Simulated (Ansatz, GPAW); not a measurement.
# Zero-bias transmission of Ir and Pd atomic chains as one bond is drawn out by 0.2 to 3.2 Å (PBE, dzp atomic orbitals)

The decision is whether Ir or Pd should form an atomic-scale switch that is opened by drawing out a single bond. The brief, set here by choice, asks for at most 5 kΩ when closed and at least 80 kΩ when open, with the shortest travel between two tabulated stretches. If the travel is equal, the larger ratio of open to closed resistance decides.

The calculated quantity is the transmission T at the Fermi level, which gives the conductance at zero bias and zero temperature in units of G₀ = 2e²/h. Stretch is measured from the lead spacing of each chain, 2.30 Å for Ir and 2.50 Å for Pd, so equal stretch does not mean equal bond length.

## Method

Linear monatomic chains at a tabulated spacing with one bond lengthened by a set amount. GPAW 26.7.0 in a basis of numerical atomic orbitals with PAW setups, transmission by ASE's Green's-function calculator between semi-infinite chains. Grid spacing 0.2 angstrom, Fermi-Dirac width 0.1 eV, broadening 0.0001 eV, energies within 2 eV of the Fermi level in steps of 0.05 eV, box 9 by 9 angstrom across, principal layers of 5 atoms, 2 or 3 k points along the junction cell. Ir (PBE, dzp): Ir lead spacing 2.30 angstrom, 6 lead channels a spin, thermopower at 300 K; Pd (PBE, dzp): Pd lead spacing 2.50 angstrom, 4 lead channels a spin, thermopower at 200 K. Nearest band edge of the lead, in eV from the Fermi level: +0.08 (Ir (PBE, dzp)); +0.12 (Pd (PBE, dzp)). No spin polarisation.

Notes on method and selection:

- Geometries stand as built from tabulated spacings and rule-set bond lengths and were not relaxed.
- The Hamiltonian comes from a periodic cell at zero bias; the leads are attached afterwards and aligned on the potential of the first layer.
- Spin-orbit coupling is left out.
- Runs without spin polarisation may miss moments on d elements or radicals.
- Confined atomic orbitals end at a fixed radius, so at the largest stretches the transmission may fall too fast.
- For a vacuum barrier of height phi, d ln T / d(stretch) = -1.025 sqrt(phi/eV) per angstrom.
- The leading transmission eigenchannels were computed and are not shown.
- Lead and junction Hamiltonians are each referred to their own Fermi level; the shift left between them is at most 0.010 eV, and the first layer's Hamiltonian departs from the lead's by 0.018 to 0.24 eV.
- The junctions are hypothetical model structures, built for this series.
- Runs whose transmission exceeds the number of channels of the lead are not listed.
- Runs that did not converge, have known faults or may not be shown are not listed, and runs on Ansatz's PAW sets soft_1 and soft_2 are kept to separate tables.

Columns:

- bond stretch (Å): lengthening of the one bond over the lead spacing.
- T at Fermi level (G₀): transmission at the Fermi level, mean of the two spins, which is the zero-temperature conductance in G0 = 2e^2/h.
- share of perfect: T over the lead's channel count.

Input lines of one member:

```
settings = dict(mode='lcao', basis='dzp', xc='PBE', h=0.2,
                occupations=FermiDirac(0.1), maxiter=250,
                mixer=dict(beta=0.1, nmaxold=8, weight=100.0),
                convergence=dict(density=0.0001))
energies = np.arange(-2, 2 + 1e-9, 0.05)
eta = 0.0001
n1, n2 = 1, 1
fermi_lead = ground_state(lead, (1, 1, 9), 'lead.txt')
fermi_device = ground_state(device, (1, 1, 2), 'device.txt')
```

Command (options for logging and memory left out): `python run.py`

## Computed values

| member | bond stretch (Å) | T at Fermi level (G₀), Ir (PBE, dzp) | T at Fermi level (G₀), Pd (PBE, dzp) | share of perfect, Ir (PBE, dzp) | share of perfect, Pd (PBE, dzp) |
| --- | --- | --- | --- | --- | --- |
| 0.2 | 0.2 | 5.7554 | 3.8332 | 0.9592 | 0.9583 |
| 0.5 | 0.5 | 4.2357 | 3.0301 | 0.7060 | 0.7575 |
| 0.8 | 0.8 | 2.4203 | 2.0267 | 0.4034 | 0.5067 |
| 1.2 | 1.2 | 1.1721 | 1.0696 | 0.1953 | 0.2674 |
| 1.6 | 1.6 | 0.6286 | 0.5642 | 0.1048 | 0.1411 |
| 2 | 2.0 | 0.3270 | 0.2903 | 0.05450 | 0.07259 |
| 2.6 | 2.6 | 0.1056 | 0.0965 | 0.01759 | 0.02413 |
| 3.2 | 3.2 | 0.0308 | 0.0294 | 0.00514 | 0.00735 |

## Mechanism

Transmission falls at every step in both chains, by a factor of 5.7554 / 0.0308 = 187 for Ir and 3.8332 / 0.0294 = 130 for Pd. The fall starts gently. Between 0.2 and 0.5 Å, ln T drops by 1.02 per Å in Ir and 0.78 per Å in Pd; between 2.6 and 3.2 Å it drops by 2.05 and 1.98 per Å.

A one-band chain at mid-band shows why. If the hopping across the long bond is x times that of the other bonds, T = 4x²/(1 + x²)² per channel. Near x = 1 this is flat: x = 0.82 still gives 0.96, close to the share of perfect transmission at 0.2 Å. For small x it becomes 4x², and since hopping decays roughly exponentially with distance, so does T.

At the far end the vacuum-barrier formula turns the slopes into effective barriers of (2.05 / 1.025)² = 4.0 eV for Ir and (1.98 / 1.025)² = 3.7 eV for Pd.

The Ir/Pd ratio of T starts at 5.7554 / 3.8332 = 1.50, equal to the ratio of lead channels, 6 / 4, and lies between 1.05 and 1.13 from 1.2 Å onward. A likely reason is that compact d orbitals lose their overlap first, leaving both metals with similar channels of s character. The thermopower, computed but not shown here, fits this picture: in both chains it changes from positive to negative as the bond is drawn out, which means that T first falls with energy and later rises with it, as in tunnelling.

The small lead of Ir at large stretch depends on the choice of variable. Its bond is 0.2 Å shorter at equal stretch, worth a factor of about exp(1.8 × 0.2) = 1.4 at the mean slope of 1.8 per Å between 1.2 and 3.2 Å, so at equal bond length Pd would transmit more.

## Members off the line

No row breaks the downward order, but the slope of Ir is uneven. Its ln T falls by ln(4.2357 / 2.4203) / 0.3 = 1.87 per Å and then by 1.81 per Å in the two steps between 0.5 and 1.2 Å, then by only 1.56 per Å in the next, whereas the slope of Pd never eases noticeably. Early closing of several d channels could produce this. So could the junction's first layer, which matches the bulk lead less well in Ir than in Pd; the unevenness is therefore weak evidence for the orbital picture.

The rows at 2.6 and 3.2 Å may be too low, because confined orbitals end at a fixed radius. The last Ir row also uses fewer k points than the other Ir rows, but Pd steepens similarly without such a change. The smooth course is established at the eight tabulated stretches, not between them.

## Choosing a member

Resistance follows from R = h/(2e²T) = 12.9 kΩ / T.

**Closed state.** At 0.5 Å, Ir gives 12.9 / 4.2357 = 3.05 kΩ and Pd gives 12.9 / 3.0301 = 4.26 kΩ. Both pass, as they do at 0.2 Å. At 0.8 Å both fail, with 12.9 / 2.4203 = 5.33 kΩ for Ir and 12.9 / 2.0267 = 6.37 kΩ for Pd.

**Open state.** At 2.0 Å the values are 12.9 / 0.3270 = 39.4 kΩ for Ir and 12.9 / 0.2903 = 44.4 kΩ for Pd, which is too low. At 2.6 Å they are 12.9 / 0.1056 = 122 kΩ and 12.9 / 0.0965 = 134 kΩ, and both pass. The shortest travel is thus 2.6 − 0.5 = 2.1 Å for either metal.

**Error of the level.** No measured junction is available here for comparison, so a rough error of 0.3 eV in a 4 eV barrier is assumed. It changes ln T by 1.025 × 0.3 × 2.6 / (2 × √4) = 0.20 at 2.6 Å, a factor of exp(0.20) = 1.22. The open resistances could then be as low as 100 kΩ for Ir and 110 kΩ for Pd, still above the limit. At 2.0 Å the same error could raise them only to 46 and 52 kΩ, so the choice of open row stands within this assumed error. The confinement of the orbitals, which may make the open resistance too high, is not included in it.

**Pick.** The tie is decided by the ratio of open to closed resistance: 4.2357 / 0.1056 = 40.1 for Ir against 3.0301 / 0.0965 = 31.4 for Pd. Ir is the pick and Pd the runner-up, by a narrow margin and only for chains without magnetic moments. A barrier error shared by both metals leaves the order unchanged, but errors of opposite sign could reverse it.

The order would also reverse if the closed Ir junction lost more than 4.24 − 31.4 × 0.1056 = 0.92 G₀, somewhat more than one average Ir channel carries at that stretch. A magnetic moment might cause such a loss, but moments are excluded in the runs of both metals, and Pd has less to spare. The closed limit requires 12.9 / 5 = 2.58 G₀, so Pd would fail it at 0.5 Å after losing more than 3.03 − 2.58 = 0.45 G₀, which would favour Ir. Moments could also raise T by shifting band edges, or change the open state, so these runs cannot tell which metal they would help. The near miss at 0.8 Å is a point for Ir: a slightly higher T there would shorten its travel to 1.8 Å.

## Conclusions

From 1.2 to 3.2 Å, each further ångström lowers T by a factor of roughly five to eight in both chains. Stretch therefore matters far more than the choice of metal, which chiefly sets the closed-state conductance through the number of lead channels.

Three omitted effects might exceed the 5 to 13 % difference between the metals at large stretch, though not the fall itself. Relaxation that widened the gap by 0.1 Å would lower T by roughly 17 %. Spin-orbit coupling, roughly a few tenths of an eV in such d shells, exceeds the distance to the nearest band edge and could add or remove a channel, so the sign of its effect on T is not fixed in advance. Nor is it for magnetic moments, which could arise in either chain and would have to be tested in both before the choice of metal is relied on.

[Logs are printed without paths, hosts, clocks, repeated set-up lines and the standing remarks that a program may print on its own settings, such as how far it seeks lower states.]
